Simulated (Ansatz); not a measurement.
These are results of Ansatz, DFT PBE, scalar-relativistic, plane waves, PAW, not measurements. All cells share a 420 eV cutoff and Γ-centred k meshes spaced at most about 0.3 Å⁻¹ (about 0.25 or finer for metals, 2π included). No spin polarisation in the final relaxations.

All energies are static (0 K, no zero-point motion).

Two relaxed structures of SiGe₂:

A.

Space group P6/mmm (No. 191). a = 4.877 Å, b = 4.877 Å, c = 2.609 Å, α = 90.00°, β = 90.00°, γ = 120.00°
| atom | site | symmetry | x | y | z |
| --- | --- | --- | --- | --- | --- |
| Si | 1b | 6/mmm | 0.0000 | 0.0000 | 0.5000 |
| Ge | 2d | -6m2 | 0.3333 | 0.6667 | 0.5000 |

B.

Space group Fd-3m:1 (No. 227). a = 7.739 Å, b = 7.739 Å, c = 7.739 Å, α = 90.00°, β = 90.00°, γ = 90.00°
```tsv
atom	site	symmetry	x	y	z
Si	8b	-43m	0.0000	0.0000	0.5000
Ge	16c	.-3m	0.3750	0.1250	0.3750
```

**Question.** Which would you expect to be lower, and how large is the difference?

**Answer.** A is lower, by 0.35 eV/atom. A has space group P6/mmm (No. 191), 17.9 Å³/atom and no gap on its mesh; B has the cubic Laves (C15) type, space group Fd-3m (No. 227), 19.3 Å³/atom and no gap. Counting Ge atoms around Si (those within 1.25 times the shortest such distance or 1.15 times the sum of covalent radii; the shortest distance is added where it is long for a bond), A has Si 6 from 2.8 Å and B has Si 12 from 3.2 Å. The denser one is the lower, and pressure would at first widen the difference. Even the lower one lies +0.32 eV/atom against the reference forms of the elements (uncorrected), so neither is stable at this level. In A, Si has 2 Si at 2.61 Å and 6 Ge at 2.82 Å; around Ge lie 2 Ge at 2.61 Å, 3 Si at 2.82 Å and 3 Ge at 2.82 Å. In B, around Si lie 12 Ge at 3.21 Å and 4 Si at 3.35 Å; around Ge lie 6 Ge at 2.74 Å and 6 Si at 3.21 Å. Both come from invented guesses. A third cell relaxed alike, in P4/mmm, lies 15 meV/atom below the lower of the two.

Cells relaxed within their symmetry can be saddle points; a later kick test found a lower structure for SiGe2 P6/mmm.

Structure A is an ordered simple hexagonal lattice: Si and Ge share the same triangular layers, which stack directly on top of one another. Both elements adopt this metallic packing under pressure. Its cost relative to the elements therefore probably reflects the loss of directed sp³ bonds more than any aversion between Si and Ge, which mix freely in the diamond structure. Even the shortest contacts, 2.61 Å along the stacking axis, are longer than normal single bonds, as expected when four valence electrons per atom are spread over more neighbours.

B fares worse for a reason of size. A Laves phase wants the larger atom on the site that Si occupies here, yet Si is slightly smaller than Ge. Its Ge neighbours at 3.21 Å are too distant for strong covalent bonds, and there is no marked charge transfer to compensate, since the electronegativities are close. The comparison thus supports a preference for A over this Laves arrangement, but doesn't show whether Si and Ge favour this particular ordering on the hexagonal lattice.
